**A hand rule for the equation of state of simple cubic lanthanum**

The table holds energy changes, pressures and site moments of simple cubic La under uniform scaling of the volume from 0.88 to 1.12, from scalar-relativistic plane-wave PAW calculations with r2SCAN, m-r2SCAN and BLYP. The program calibrates a Murnaghan rule with $B'=4$ on the three central rows, tests it on the four outer rows, and compares it with a harmonic form and with a fit in which $B'$ is free. The rule gives pressures within 0.06 GPa for m-r2SCAN and BLYP but misses by up to 0.19 GPa for r2SCAN, which is ferromagnetic with a growing moment. Taking the reference pressure for the energies from their own slope lowers the worst BLYP error from 8.0 to 0.9 meV but does not lower the worst error of the other two; for m-r2SCAN the offset agrees with the volume slope of the smearing entropy. At equal volume r2SCAN lies below m-r2SCAN in energy and above it in pressure, and 4.6 GPa of the 8.1 GPa gap in bulk modulus follows from the larger cell alone.

Simple cubic La at scaled volumes, computed with Ansatz 0.2.0 (scalar-relativistic plane-wave PAW, Fermi-Dirac smearing). r2SCAN and m-r2SCAN (37.67 and 35.85 Å³/atom at scale 1, 15³ and 16³ k meshes, 500 eV cutoff, 0.05 eV smearing) start ferromagnetic; BLYP (40.74 Å³/atom, 10³ k mesh, 420 eV cutoff, 0.1 eV smearing) has no spin polarisation. Energies are for zero smearing, relative to scale 1; pressures are at the stated smearing, positive in compression.

## The fit in Python

```python
# Table: simple cubic La, energy change (meV/atom), pressure (GPa), site moment vs volume scale x;
# Ansatz 0.2.0 plane-wave PAW, scalar-relativistic; r2SCAN, m-r2SCAN, BLYP. Tested: hand rule
# P=P1+B*f(x), E=k*V1*(-P1*(x-1)+B*g(x)) (Murnaghan, B'=4) vs harmonic and free B'; smearing, magnetism.
T = {
    'volume_scale': [0.88, 0.92, 0.96, 1.0, 1.04, 1.08, 1.12],
    'energy_r2SCAN': [24.9, 8.2, 0.8, 0.0, 6.3, 18.7, 35.9],  # meV/atom
    'pressure_r2SCAN': [2.46, 1.22, 0.39, -0.33, -1.03, -1.6, -2.1],  # GPa
    'moment_r2SCAN': [0.19, 0.26, 0.35, 0.42, 0.47, 0.51, 0.54],  # μB
    'energy_m_r2SCAN': [46.8, 18.2, 3.4, 0.0, 5.6, 18.3, 36.8],  # meV/atom
    'pressure_m_r2SCAN': [4.1, 2.42, 1.02, -0.12, -1.05, -1.8, -2.41],  # GPa
    'moment_m_r2SCAN': [0.0, 0.0, 0.0, 0.0, 0.04, 0.12, 0.17],  # μB
    'energy_BLYP': [35.4, 12.7, 1.6, 0.0, 6.2, 18.7, 36.3],  # meV/atom
    'pressure_BLYP': [3.15, 1.89, 0.84, -0.02, -0.72, -1.31, -1.8],  # GPa
}
import numpy as np
from scipy.constants import e
from scipy.optimize import curve_fit
from scipy.interpolate import CubicSpline
k = 1e9*1e-30/e*1e3  # meV per GPa A^3
x = np.array(T['volume_scale'], float); d = x-1
V1 = {'r2SCAN': 37.67, 'm_r2SCAN': 35.85, 'BLYP': 40.74}  # caption, A^3
f = (x**-4-1)/4; g = d/4-(1-x**-3)/12
o = [0, 1, 5, 6]  # test rows; 0.96, 1.00, 1.04 are inputs
s = lambda a, n=2: ' '.join(f'{v:.{n}f}' for v in a)
mur = lambda x, p, b, bp: p+b/bp*(x**-bp-1)
print(f'1 GPa A^3 = {k:.3f} meV; errors = model-table at x =', s(x[o]))
print('f(x):', s(f, 4), '| g(x):', s(g, 5))
R = {}
for n, V in V1.items():
    P = np.array(T['pressure_'+n], float); E = np.array(T['energy_'+n], float)
    B = (P[2]-P[4])/(f[2]-f[4]); P1 = P[3]; h = x[4]-x[2]
    PE = (B*(g[4]-g[2])-(E[4]-E[2])/(k*V))/h
    Bh = (P[2]-P[4])/h; bp = (P[2]+P[4]-2*P1)/(h/2)**2/Bh-1
    Pm = P1+B*f; Ea = k*V*(-P1*d+B*g); Eb = k*V*(-PE*d+B*g)
    Ph = P1-Bh*d; Eh = (E[4]-E[2])/h*d+k*V*Bh*d**2/2
    p, _ = curve_fit(mur, x, P, [P1, B, 4.0]); x0 = (1-4*P1/B)**-0.25
    dB = 0.01/(f[2]-f[4])
    R[n] = dict(P=P, E=E, B=B, P1=P1, PE=PE, bp=bp, Pm=Pm, Ea=Ea, Eb=Eb)
    print(f"{n}: B={B:.1f}+-{dB:.1f} GPa, P1={P1:.2f}, P1(E slope)={PE:.3f}, kV1={k*V:.1f} meV/GPa, P=0 at x={x0:.3f} ({x0*V:.2f} A^3)")
    print(f"  3-point B'={bp:.1f}+-{0.02/(h/2)**2/Bh:.1f}; B between rows (GPa):", s(-np.diff(P)/np.diff(np.log(x)), 1))
    print('  P err GPa rule:', s((Pm-P)[o]), '| %:', s(100*((Pm-P)/abs(P))[o], 0), '| harmonic:', s((Ph-P)[o]))
    print('  E err meV, P1 from pressure:', s((Ea-E)[o], 1), '| from E slope:', s((Eb-E)[o], 1))
    print('  E err % (E slope):', s(100*((Eb-E)/E)[o], 0), '| harmonic meV:', s((Eh-E)[o], 1))
    print(f"  free fit P1={p[0]:.2f} B={p[1]:.1f} B'={p[2]:.1f}, resid GPa:", s(mur(x, *p)-P))
    fl = 0.05+k*V*(dB*g[0]+abs(d[0])*0.1/(k*V*h))
    print(f'  rounding floor at 0.88: P {0.01+dB*f[0]:.2f} GPa, E {fl:.1f} meV; (P-P1)/(B f):', s(((P-P1)[o]/B/f[o])))
for n, i in (('m_r2SCAN', 0), ('BLYP', 6)):
    r = R[n]
    print(f"worked {n} x={x[i]:.2f}: x^-4={x[i]**-4:.4f} x^-3={x[i]**-3:.4f} B*f={r['B']*f[i]:.2f} P={r['Pm'][i]:.2f} (table {r['P'][i]:.2f}) GPa")
    print(f"  B*g={r['B']*g[i]:.4f}, -P1E*d={-r['PE']*d[i]:.4f} GPa, E={r['Eb'][i]:.1f} (P1 from pressure {r['Ea'][i]:.1f}, table {r['E'][i]:.1f}) meV")
# further outputs of the same runs: TS (meV) at 0.88 and 1.00, absolute energies at 1.00 (eV)
TS = {'r2SCAN': (11.884, 11.428), 'm_r2SCAN': (15.818, 18.16)}; TSb = 78.885
Er1, Em1 = -6264.23289, -6264.21658
for n, (a, b) in TS.items():
    print(f"{n}: P1-P1(E slope)={R[n]['P1']-R[n]['PE']:.3f}, 0.5 dTS/dV (0.88-1.00)={0.5*(b-a)/(-d[0]*k*V1[n]):.3f} GPa (floor 0.01), TS~V^{np.log(b/a)/-np.log(x[0]):.2f}")
off = R['BLYP']['P1']-R['BLYP']['PE']
print(f"BLYP: offset {off:.3f} GPa, needs TS~V^{2*off*k*V1['BLYP']/TSb:.2f}")
Vr = x[:5]*V1['r2SCAN']; Vm = x*V1['m_r2SCAN']
dE = R['r2SCAN']['E'][:5]+1e3*(Er1-Em1)-CubicSpline(Vm, R['m_r2SCAN']['E'])(Vr)
dP = R['r2SCAN']['P'][:5]-CubicSpline(Vm, R['m_r2SCAN']['P'])(Vr)
print('equal volume V (A^3):', s(Vr), '| m-r2SCAN scale:', s(Vr/V1['m_r2SCAN'], 3))
print('  site moment r2SCAN:', s(T['moment_r2SCAN'][:5]), '| m-r2SCAN interp:', s(np.interp(Vr, Vm, T['moment_m_r2SCAN'])))
print('  E(r2)-E(m) meV:', s(dE, 1), '| P(r2)-P(m) GPa:', s(dP))
print('  -d(dE)/dV GPa:', s(-np.diff(dE)/np.diff(Vr)/k), '| mean dP:', s((dP[1:]+dP[:-1])/2))
q = V1['r2SCAN']/V1['m_r2SCAN']; Bm = R['m_r2SCAN']['B']; Br = R['r2SCAN']['B']
print(f'V ratio {q:.3f}; m-r2SCAN B moved by rule to r2SCAN V1: {Bm*q**-4:.1f} GPa')
print(f'B gap {Bm-Br:.1f} = volume {Bm-Bm*q**-4:.1f} + rest {Bm*q**-4-Br:.1f} GPa')
w = {n: np.max(abs(r['Pm']-r['P'])[o]) for n, r in R.items()}
print('worst P error GPa:', ', '.join(f'{n} {v:.2f}' for n, v in w.items()))
print('worst E error meV (E slope):', ', '.join(f"{n} {np.max(abs(r['Eb']-r['E'])[o]):.1f}" for n, r in R.items()))
assert all(np.all(np.diff(r['P']) < 0) for r in R.values())
assert 3 < R['m_r2SCAN']['bp'] < 5 and 3 < R['BLYP']['bp'] < 5
assert w['r2SCAN'] > max(w['m_r2SCAN'], w['BLYP'])
assert np.all(dP[:3] > 0) and np.all(dE[:3] < 0)
```

Output:

```
1 GPa A^3 = 6.242 meV; errors = model-table at x = 0.88 0.92 1.08 1.12
f(x): 0.1669 0.0990 0.0443 0.0000 -0.0363 -0.0662 -0.0911 | g(x): 0.00895 0.00368 0.00086 0.00000 0.00075 0.00282 0.00598
r2SCAN: B=17.6+-0.1 GPa, P1=-0.33, P1(E slope)=-0.316, kV1=235.1 meV/GPa, P=0 at x=0.982 (37.00 A^3)
  3-point B'=-0.3+-0.7; B between rows (GPa): 27.9 19.5 17.6 17.8 15.1 13.7
  P err GPa rule: 0.15 0.19 0.10 0.17 | %: 6 16 6 8 | harmonic: -0.66 -0.13 -0.15 -0.36
  E err meV, P1 from pressure: 2.8 0.8 -0.8 -1.8 | from E slope: 3.2 1.1 -1.1 -2.2
  E err % (E slope): 13 14 -6 -6 | harmonic meV: -3.1 -0.3 0.2 2.4
  free fit P1=-0.39 B=17.8 B'=3.2, resid GPa: -0.04 0.09 -0.00 -0.06 -0.01 0.00 0.02
  rounding floor at 0.88: P 0.03 GPa, E 0.5 meV; (P-P1)/(B f): 0.95 0.89 1.09 1.10
m_r2SCAN: B=25.7+-0.1 GPa, P1=-0.12, P1(E slope)=-0.157, kV1=223.8 meV/GPa, P=0 at x=0.995 (35.68 A^3)
  3-point B'=4.1+-0.5; B between rows (GPa): 37.8 32.9 27.9 23.7 19.9 16.8
  P err GPa rule: 0.06 0.00 -0.02 -0.05 | %: 2 0 -1 -2 | harmonic: -1.12 -0.47 -0.39 -0.82
  E err meV, P1 from pressure: 1.4 0.8 0.0 0.8 | from E slope: 0.4 0.1 0.7 1.8
  E err % (E slope): 1 1 4 5 | harmonic meV: -8.4 -1.9 2.4 8.2
  free fit P1=-0.11 B=25.4 B'=4.0, resid GPa: 0.01 -0.02 -0.01 0.01 0.02 0.01 -0.02
  rounding floor at 0.88: P 0.03 GPa, E 0.4 meV; (P-P1)/(B f): 0.99 1.00 0.99 0.98
BLYP: B=19.3+-0.1 GPa, P1=-0.02, P1(E slope)=-0.252, kV1=254.3 meV/GPa, P=0 at x=0.999 (40.70 A^3)
  3-point B'=4.1+-0.6; B between rows (GPa): 28.3 24.7 21.1 17.8 15.6 13.5
  P err GPa rule: 0.06 0.00 0.01 0.02 | %: 2 0 1 1 | harmonic: -0.83 -0.35 -0.27 -0.56
  E err meV, P1 from pressure: 8.0 5.0 -4.4 -6.3 | from E slope: 0.9 0.3 0.3 0.8
  E err % (E slope): 3 2 2 2 | harmonic meV: -6.6 -1.4 1.8 6.3
  free fit P1=-0.01 B=19.4 B'=3.7, resid GPa: 0.01 -0.01 0.00 0.01 0.00 0.00 -0.00
  rounding floor at 0.88: P 0.03 GPa, E 0.5 meV; (P-P1)/(B f): 0.98 1.00 1.01 1.01
worked m_r2SCAN x=0.88: x^-4=1.6675 x^-3=1.4674 B*f=4.28 P=4.16 (table 4.10) GPa
  B*g=0.2298, -P1E*d=-0.0189 GPa, E=47.2 (P1 from pressure 48.2, table 46.8) meV
worked BLYP x=1.12: x^-4=0.6355 x^-3=0.7118 B*f=-1.76 P=-1.78 (table -1.80) GPa
  B*g=0.1157, -P1E*d=0.0302 GPa, E=37.1 (P1 from pressure 30.0, table 36.3) meV
r2SCAN: P1-P1(E slope)=-0.014, 0.5 dTS/dV (0.88-1.00)=-0.008 GPa (floor 0.01), TS~V^-0.31
m_r2SCAN: P1-P1(E slope)=0.037, 0.5 dTS/dV (0.88-1.00)=0.044 GPa (floor 0.01), TS~V^1.08
BLYP: offset 0.232 GPa, needs TS~V^1.50
equal volume V (A^3): 33.15 34.66 36.16 37.67 39.18 | m-r2SCAN scale: 0.925 0.967 1.009 1.051 1.093
  site moment r2SCAN: 0.19 0.26 0.35 0.42 0.47 | m-r2SCAN interp: 0.00 0.00 0.01 0.06 0.14
  E(r2)-E(m) meV: -7.2 -10.2 -16.0 -24.7 -33.7 | P(r2)-P(m) GPa: 0.22 0.41 0.73 0.94 0.98
  -d(dE)/dV GPa: 0.32 0.62 0.92 0.95 | mean dP: 0.31 0.57 0.83 0.96
V ratio 1.051; m-r2SCAN B moved by rule to r2SCAN V1: 21.1 GPa
B gap 8.1 = volume 4.6 + rest 3.4 GPa
worst P error GPa: r2SCAN 0.19, m_r2SCAN 0.06, BLYP 0.06
worst E error meV (E slope): r2SCAN 3.2, m_r2SCAN 1.8, BLYP 0.9
```
